**Problem: 1s removal from doubly charged ions of groups 1 and 2**

Removing a 1s electron costs 118 and 159 eV at $Z=3$ and 4, a few keV near $Z=20$ and close to 40 keV at barium. The bare nucleus sets this scale, half a hartree times $Z^2$, with relativity adding about 2 keV at barium. Below, $B$ is the column ΔSCF (K), the total energy of the ion with one 1s electron removed less that of the intact ion. $D=B-(-\varepsilon)$ is the last column, with $\varepsilon$ the 1s Kohn-Sham eigenvalue of the intact ion. $Z$ is the nuclear charge and $N$ the number of electrons. The level is relativistic PBE without spin polarisation.

K-shell (1s) binding energies of free doubly charged ions, from the vacuum level, computed with the Radial Dirac-Fock and Kohn-Sham solver (versions 2, 3 and 5). All runs use Dirac-Kohn-Sham PBE with a finite nucleus, spherical and without spin polarisation, and no Breit or QED terms. ε is the K-shell Kohn-Sham eigenvalue.

```tsv
species	Z	electrons	configuration	ΔSCF (K) (eV)	ΔSCF less (−ε) (K) (eV)
Li2+	3	1	1s1	118.22	19.301
K2+	19	17	[Ne] 3s2 3p5	3657.7	111.97
Rb2+	37	35	[Ar] 3d10 4s2 4p5	15284	235.59
Cs2+	55	53	[Kr] 4d10 5s2 5p5	36166	380.58
Be2+	4	2	1s2	158.78	26.493
Mg2+	12	10	[He] 2s2 2p6	1346.1	65.933
Ca2+	20	18	[Ne] 3s2 3p6	4082.9	118.51
Sr2+	38	36	[Ar] 3d10 4s2 4p6	16188	243.20
Ba2+	56	54	[Kr] 4d10 5s2 5p6	37628	389.37
```

**(a)** Build a smooth model of $B(Z)$. Which rows leave it, by how much, and why?

*Solution.* Subtract $B$ from the Dirac 1s energy of a bare point nucleus and call the difference $S$, the binding lost to the other electrons. Thomas-Fermi theory gives its form. The potential is $-(Z/r)\,\phi(x)$ in atomic units, with $x=r/\ell$, $\ell=(9\pi^2/128)^{1/3}Z^{-1/3}$ and $\phi=1-\lambda x+\tfrac43x^{3/2}+\dots$, where $\lambda\approx1.6$. The second term is a constant repulsion $\lambda Z/\ell=aZ^{4/3}$, with $a=48.81$ eV. The third is $-\tfrac43 Z r^{1/2}/\ell^{3/2}$, and since $\langle r^{1/2}\rangle_{1s}\propto Z^{-1/2}$ its average is linear in $Z$, namely $-51.17$ eV $\times Z$. Hence

$$S=aZ^{4/3}-bZ .$$

Only $b$ was fitted, to the seven rows with $N>2$, where removal leaves a core hole under outer shells. It comes out at 62.28 eV, above the Thomas-Fermi term because it also absorbs whatever else scales roughly as $Z$, such as exchange in the 1s shell, together with part of the higher terms of the series that were dropped. For Ca2+, a fitted row, $20^{4/3}=54.29$, so $S=48.81\times54.29-62.28\times20\approx1404$ eV and $B\approx5472-1404\approx 4067$ eV, which is 0.4 % below the tabulated 4082.9 eV. The output printed after the text lists all residuals.

Six fitted rows lie within 0.4 % of their $B$. Their misfits of 13 to 19 eV far exceed the rounding of at most 0.5 eV and change sign between strontium and caesium, so they mark the limit of the model, whose screening is shell-free, non-relativistic and cut after two terms, and whose nucleus is a point. The calculations use a finite nucleus, which alone lowers $B$ by a few eV at caesium and barium. The dropped terms are larger than these misfits, so the closeness of the fit is partly fortunate. Breit and QED terms, of order 100 eV for caesium and barium, are in neither table nor model. They do not cause these misfits, but they keep those two values from being nature's to the eV.

Li2+ is the clear break, 20 eV or 17 % of $B$ above the model. The cause is certain, since a single electron has nothing to screen it and the exact $S$ is zero, whereas the formula gives 24 eV. The calculation gives $S=4.25$ eV, 3.5 % of the Dirac value, and this is pure error of the functional at these settings. With spin switched off, the electron counts as half up and half down, and exchange cancels too little of its self-repulsion. The PBE exchange so lost in a hydrogenic 1s orbital is 1.41 eV per unit $Z$, or 4.24 eV for lithium. The size is explained, but the match in the last digit is luck, as two small terms of opposite sign were left out of the estimate, correlation and the self-repulsion that PBE exchange leaves uncancelled even with spin resolved.

The same fault changes sign in every other row. There the 1s² initial shell is closed and the unpolarised 1s¹ shell is the final one, so its energy is too high and $B$ is too large. Be2+ lies about 5 eV above the measured value (a rough, recalled size). By scaling, the error reaches tens of eV in the heavy ions, but being roughly linear in $Z$ it is largely absorbed by $b$ and breaks nothing. Be2+ also meets the model within 1.2 % of $B$, which carries no weight, because a statistical theory does not apply to two electrons.

Mg2+ looks like a mild break, 23 eV or 1.7 % of $B$ below the model. Its own $b$ is 60.3 eV against 62.0 to 63.1 eV for the six heavier ions. This should be laid on the model before the ion. The next term of the series, $-\tfrac25\lambda x^{5/2}$, adds to $S$ a positive amount that grows only as $Z^{1/3}$. It is larger than the misfit and, per unit $Z$, weighs most on the lightest fitted row, which is the direction in which Mg2+ departs. The row therefore does not establish a shell effect.

**(b)** $D$ is positive in all rows, and $D/Z$ is not monotonic. Find the breaks and their cause.

*Solution.* $D/Z$ is 6.43 and 6.62 eV for Li2+ and Be2+, drops to 5.49 eV at Mg2+ and then climbs steadily to 6.95 eV at Ba2+. A power law fitted to the seven rows with $N>2$, of empirical exponent 1.15, holds them within 1.6 % of $D$. Extrapolated downwards, it leaves Li2+ and Be2+ 5.9 and 7.8 eV too high, about 30 % of their $D$.

Relaxation alone would make $D$ negative, and Li2+, with no second electron to relax, has $D=19.3$ eV, so the column cannot be a relaxation energy. Janak's theorem, $\varepsilon=\partial E/\partial n$ for the 1s occupation $n$, gives

$$D=\int_{n_0-1}^{n_0}\left[\varepsilon(n_0)-\varepsilon(n)\right]dn\approx\tfrac12\,\frac{\partial^2E}{\partial n^2},$$

with $n_0$ the initial occupation. $D$ therefore measures the curvature of the energy. For a 1s shell alone, with orbital exponent $\zeta$,

$$E=n\left(\tfrac12\zeta^2-Z\zeta\right)+\zeta\left[\tfrac12Jn^2+e_x(n)\right],\qquad J=\tfrac58 .$$

At fixed $\zeta$ the Hartree term contributes $J\zeta/2$, or 8.5 eV $\times\,\zeta$. Local exchange varies as $-Cn^{4/3}$ with $C\approx0.21$ hartree and is too nearly straight to cancel this. It removes $C/3$ for $n_0=1$ and $0.16\,C$ for $n_0=2$, leaving about 6.6 and 7.6 eV $\times\,\zeta$. The eigenvalue is thus too shallow by a self-interaction proportional to the inverse size of the orbital. The same calculations bear out the role of size, since Rb2+ has gaps of 236, 40, 15 and 7 eV for its 1s, 2s, 3s and 4s levels.

With PBE exchange and $\zeta$ optimised for each state, and no fitted constant, this model gives 19.67 and 27.18 eV for Li2+ and Be2+, within 3 % of the tabulated $D$. Since it shares its exchange with the calculation, this does not test PBE. It shows that the 1s shell by itself accounts for these two gaps. These rows are the simple case, and the other seven fall short of the lone-shell value, by 23 eV at Mg2+ and 64 eV at Ba2+.

Theory assigns the shortfall mainly to relaxation, because outer shells contract as the hole opens, lowering the final state and flattening $E(n)$. It sets in with the $n=2$ shell and grows as that shell fills. The table has no row between the empty and the full shell, so it shows this as a single drop in $D/Z$. The later rise has two main sources in the model, a shortfall that grows more slowly than $Z$ and the relativistic contraction of 1s, which raises $J$. A smaller part comes from $\zeta/Z$, which rises towards one as the mutual screening of the 1s electrons loses weight. The shortfall is good only as tens of eV. It includes correlation, and for Ba2+ it shrinks to $424-389=35$ eV with a non-relativistic density.

**(c)** Do the open-shell ions K2+, Rb2+ and Cs2+ break away from their closed-shell neighbours? Where should a break appear?

*Solution.* They do not, at any scale that matters. From K2+ to Ca2+, $B$ rises by 425 eV, the bare nucleus giving 536 eV and added screening taking back 111 eV. The model of part (a) reproduces the three such steps, of 425 to 1462 eV, within 4 eV. These remainders exceed the rounding but have no common sign. The lone-shell shortfall in $D$ changes by at most 1.3 eV within a pair. Group and shell filling change together here, and neither leaves a mark.

Gauss's law supplies the reason. A spherical shell of charge far outside the 1s orbital adds a constant potential $\langle 1/r\rangle$ there, and that amount is much the same whether the added p electron is the fifth or the sixth. It is also the smaller part of the step in $S$, most of which comes from the inner shells contracting under the added proton, and these are closed in both ions. Part of the smoothness is also imposed, because the p⁵ shells are averaged over $j$ and unpolarised, so the coupling of the 1s hole to the open shell cannot appear.

Breaks in K binding are therefore to be sought where the changing electrons lie close to the nucleus, in light ions whose $n=2$ shell is empty or filling. Open shells should show instead in the outermost levels, where removal changes from one shell to the next, and as multiplet splitting once spin is resolved.

Printed output of the fit:

```
Model 1: S = Dirac 1s - B = a Z^(4/3) - b Z; a = 48.81 eV (theory), fitted on the 7 rows with N > 2
b fitted 62.28 eV, Thomas-Fermi term alone 51.17 eV; both free: a = 48.43, b = 61.08 eV
ion    Dirac1s/eV     S/eV  row b/eV  B-model/eV  % of B  B-model(both free)/eV  rounding/eV
Li2+       122.5      4.2    68.98       20.1    17.02           22.1             0.005
Be2+       217.7     59.0    62.74        1.9     1.17            4.2             0.005
Mg2+      1963.0    616.9    60.34      -23.2    -1.73          -19.3             0.050
K2+       4935.5   1277.8    62.99       13.6     0.37           17.1             0.050
Ca2+      5471.6   1388.7    63.06       15.6     0.38           18.9             0.050
Rb2+     18978.6   3694.6    62.79       19.1     0.12           16.4             0.500
Sr2+     20039.6   3851.6    62.74       17.7     0.11           14.5             0.500
Cs2+     42963.3   6797.3    62.03      -13.3    -0.04          -27.1             0.500
Ba2+     44615.1   6987.1    61.97      -17.1    -0.05          -31.7             0.500
relativistic part of bare 1s energy, Ba2+: 1948 eV
Gap D: power law on the 7 rows with N > 2: D = 3.802 eV * Z^1.147; rounding of D at most 0.005 eV
ion   D/Z eV  D/B %  D-power/eV  % of D  lone 1s/eV  (nonrel.)  lone 1s - D/eV  % of D
Li2+    6.43  16.33       5.89     30.5      19.67      19.67          0.37       1.9
Be2+    6.62  16.69       7.84     29.6      27.18      27.17          0.69       2.6
Mg2+    5.49   4.90       0.16      0.2      88.47      88.23         22.54      34.2
K2+     5.89   3.06       0.55      0.5     142.65     141.66         30.68      27.4
Ca2+    5.93   2.90       0.34      0.3     150.46     149.29         31.95      27.0
Rb2+    6.37   1.54      -3.76     -1.6     286.82     279.05         51.23      21.7
Sr2+    6.40   1.50      -3.58     -1.5     295.13     286.68         51.93      21.4
Cs2+    6.92   1.05       3.42      0.9     443.80     416.43         63.22      16.6
Ba2+    6.95   1.03       4.33      1.1     453.08     424.07         63.71      16.4
Steps from open p5 to closed p6 neighbour (eV): B, bare Dirac, S, row b, D, lone 1s D
K2+->Ca2+: 425.2, 536.1, 110.9, +0.06, 6.54, 7.80; step in B-model +2.0, rounding in b 0.005
Rb2+->Sr2+: 904.0, 1060.9, 156.9, -0.05, 7.61, 8.31; step in B-model -1.4, rounding in b 0.026
Cs2+->Ba2+: 1462.0, 1651.8, 189.8, -0.06, 8.79, 9.29; step in B-model -3.8, rounding in b 0.018
Li2+: lone 1s B = 117.72 eV, table - model +0.50 eV (+0.42 %)
Be2+: lone 1s B = 157.33 eV, table - model +1.45 eV (+0.92 %)
Li2+ below one-electron Dirac value by 4.25 eV = 1.42 eV per Z (3.5 %)
PBE exchange lost by switching spin off, hydrogenic 1s1: 1.41 eV per Z, 4.24 eV for Li2+
gap ratio K/L1: Ca2+ 5.22, Rb2+ 5.91, Ba2+ 5.47
worst rows: B Li2+, among N > 2 Mg2+; D Li2+
```
